**Why the strongest proton couplings sit on a carbon with little spin**

The natural guess is that a hydrogen nucleus feels the unpaired electron most when it is bonded to the carbon that carries it. In this radical that would single out H11, whose carbon C4 has the largest spin population, 0.575. Yet H11 couples at −38.7 MHz, while H8 and H9 reach 99 MHz on C1, a carbon with a spin population of only −0.105.

Hyperfine couplings and Mulliken spin populations of the C4H10NSi2 radical, SMILES C=[C]/C=C\N([SiH3])[SiH3], from PySCF 2.14.0 with density fitting (unrestricted B3LYP/pcH-1, gas phase, GFN2-xTB geometry). A iso includes a mean-field spin-orbit term. Atoms are numbered in SMILES order, hydrogens last; Si6 averages both silicons and H12 the six silyl hydrogens.

| atom | bonded to | spin population (e) | A iso (MHz) | largest dipolar part (MHz) | spin on the carrier of an H (e) |
| --- | --- | --- | --- | --- | --- |
| C1 | C H H | -0.105 | -37.8 | 7.0 | n/a |
| C2 | C C | 0.544 | 46.8 | 86.0 | n/a |
| C3 | C C H | -0.213 | -45.7 | 15.1 | n/a |
| C4 | C H N | 0.575 | 51.7 | 94.0 | n/a |
| N5 | C Si Si | 0.086 | 1.6 | 12.0 | n/a |
| Si6 | H H H N | 0.007 | 2.7 | 1.2 | n/a |
| H8 | C | 0.046 | 99.4 | 5.0 | -0.105 |
| H9 | C | 0.045 | 98.8 | 5.0 | -0.105 |
| H10 | C | 0.009 | 14.3 | 6.0 | -0.213 |
| H11 | C | -0.028 | -38.7 | 23.1 | 0.575 |
| H12 | Si | 0.004 | 6.7 | 2.9 | 0.012 |

The spin population is the surplus of spin-up over spin-down electrons assigned to an atom. A iso is the part of the magnetic coupling between electron and nucleus that doesn't depend on direction; it measures the spin density right at the nucleus. The largest dipolar part is the most positive component of the direction-dependent remainder. For carbon, a large value points to spin in a p orbital, which has a node at the nucleus.

**Where the unpaired electron is**

The formula in the caption draws the odd electron on C2 alone, but the calculation spreads it over C2 and C4, with negative spin on C3 between them. This is the pattern of the allyl radical, a chain of three carbons that share one odd electron in their π orbitals. The dipolar parts of C2 and C4, 86 and 94 MHz, are nearly in proportion to their spins, as suits p orbitals of the same kind. Two formulas are therefore needed side by side, H₂C=C•–CH=CH–N and H₂C=C=CH–CH•–N, with the odd electron shared between the two ends of the allyl part.

A vinyl radical with its odd electron held in a bent hybrid orbital would look different. Such an orbital has s character and reaches the nucleus, so its carbon couples at roughly 300 MHz (a rough, recalled figure), against 47 MHz for C2 here. The two hydrogens of its CH₂ group also couple unequally, because one lies across the double bond from the odd electron and the other on the same side. H8 and H9 are practically equal.

**Hydrogens in the plane of the allyl part**

H10 and H11 lie in the plane where the π orbitals of their carbons have a node, so the spin can't reach them directly. It acts through the C–H bond. Electrons of equal spin avoid each other and so repel less, which favours the spin-up electron of the bond near a spin-up carbon and leaves the spin-down one nearer the hydrogen. The coupling should then be proportional to the carbon's spin and opposite in sign:

A iso ≈ Q × (spin population of the hydrogen's own carbon).

H11 sets the constant: Q = −38.7 / 0.575 ≈ −67 MHz. For H10, which had no part in setting it, the rule gives −67 × (−0.213) ≈ +14 MHz, and the full calculation gives 14.3 MHz. One tested hydrogen is a narrow basis, and the populations depend on how electrons are divided among atoms, so the close match shouldn't be read as the accuracy of the rule.

**Why H8 and H9 break the rule**

For H8 and H9 the same rule gives −67 × (−0.105) ≈ +7 MHz. The sign is right, but the computed coupling is fourteen times larger. H10 serves as the control: its carbon has twice the negative spin of C1, yet its coupling is only a seventh of that of H8. Spin on C1 is therefore not the main source.

The source is the neighbour, C2. The π bond between C1 and C2 uses p orbitals that stand upright on the CH₂ plane. The p orbital of C2 that carries the spin is at right angles to that π bond and so lies in the CH₂ plane, pointing the same way as the two C–H bonds spread. It overlaps with them, and some of its spin spreads directly onto the hydrogens. This is hyperconjugation; the orientation is inferred here from the bonding pattern.

The ethyl radical shows the same effect in a simpler setting. A hydrogen of its methyl group couples in proportion to the spin on the neighbouring carbon and to cos²θ, where θ is the angle between the spin-bearing p orbital and the C–H bond, seen along the C–C bond. At θ = 0 the constant is roughly 150 MHz per unit of spin, again a recalled figure. With 0.544 on C2 this makes about 80 MHz, the right size for the computed 99 MHz.

The comparison has a bound. A methyl group turns freely and averages cos²θ to one half, whereas the double bond holds H8 and H9 near the best angle. The C=C bond is also shorter than the C–C bond of ethyl, so the constant needn't carry over exactly.

**The carbons follow the same logic**

C1 and C3 couple at −38 and −46 MHz, much more strongly than their small negative spins suggest. If C3 had the same coupling per unit of spin as C2, it would show only −18 MHz. What this estimate leaves out is the influence of the neighbouring carbons. In a C–C bond, the carbon at the far end is in the position that the hydrogen has in a C–H bond: it receives spin opposite to that of its partner.

C3 lies between the two spin-rich carbons and C1 is next to one of them, so both are pushed to more negative couplings. A model with one constant for a carbon's own spin and one for the summed spin of its carbon neighbours, fitted to the four carbons, brings C3 to −51 MHz. It leaves C1 at −25 MHz, well short of the computed value. Two constants for four carbons make this an illustration of the mechanism; the printed output below shows how much the predictions suffer when a carbon is left out.

**Nitrogen and the silyl groups**

N5 takes only a small share of the spin, 0.086, and its isotropic coupling is just 1.6 MHz. The nucleus itself also keeps the coupling small: for the same spin density, 14N gives less than a third of the coupling of 13C. Per unit of the atom's own spin, the computed spin density at the nitrogen nucleus is still about three quarters of that at C2.

H12 is an average over six hydrogens whose couplings run from −1.3 to about 15 MHz in one frozen arrangement. Si6 likewise averages two unlike silicons, at 0.4 and 5.0 MHz. The couplings in these two rows describe the mean of the silyl groups in that arrangement and don't belong on the line through H10 and H11. The carrier spin listed for H12, 0.012, is that of one silicon only. The silicon nucleus also has a negative magnetic moment, so its positive coupling means negative spin density at the nucleus.

**Guessing a related case**

For a hydrogen in a π radical, the first question is whether it lies in the node of the spin-bearing orbital. If it does, and its carbon belongs to the π system, that carbon's spin largely sets the coupling, with reversed sign. If it sits one carbon further out and its bond lines up with that orbital, the neighbouring carbon's spin counts. The coupling then has the same sign as that spin and can be much larger.

Printed output of the fit:

```
coupling of H10 per unit spin of its carbon C3 [MHz]: -67.14
coupling of H11 per unit spin of its carbon C4 [MHz]: -67.3
H10 predicted with the ratio of H11 [MHz]: 14.34
H8 and H9 predicted with the ratio of H11 [MHz]: 7.067
computed coupling of H8 over this prediction: 14.07
spin of C3 over spin of C1: 2.029
coupling of H8 over coupling of H10: 6.951
coupling of H8 per unit spin of C2 [MHz]: 182.7
coupling of H9 per unit spin of C2 [MHz]: 181.6
spin of C2 and C4 together [e]: 1.119
spin of C1 and C3 together [e]: -0.318
largest dipolar part per unit spin at C2 [MHz]: 158.1
largest dipolar part per unit spin at C4 [MHz]: 163.5
coupling of C2 over the rough vinyl value of 300 MHz: 0.156
coupling per unit own spin at C1 [MHz]: 360
coupling per unit own spin at C2 [MHz]: 86.03
coupling per unit own spin at C3 [MHz]: 214.6
coupling per unit own spin at C4 [MHz]: 89.91
C1 predicted with the ratio of C2 [MHz]: -9.033
C3 predicted with the ratio of C2 [MHz]: -18.32
fit of a_iso on 4 rows (isc == 1): coefficient of spin 73.09 +/- 15, coefficient of nb -32.1 +/- 9.5; rms 7.28, worst C1 12.7, leave-one-out rms 17.3
  rows outside the fit (model, value, miss): N5 6.286, 1.6, 4.69; Si6 0.5116, 2.7, -2.19; H8 3.362, 99.4, -96; H9 3.289, 98.8, -95.5; H10 0.6578, 14.3, -13.6; H11 -2.047, -38.7, 36.7; H12 0.2924, 6.7, -6.41
C1 from own and neighbour spin [MHz]: -25.14
C2 from own and neighbour spin [MHz]: 49.97
C3 from own and neighbour spin [MHz]: -51.49
C4 from own and neighbour spin [MHz]: 48.87
```
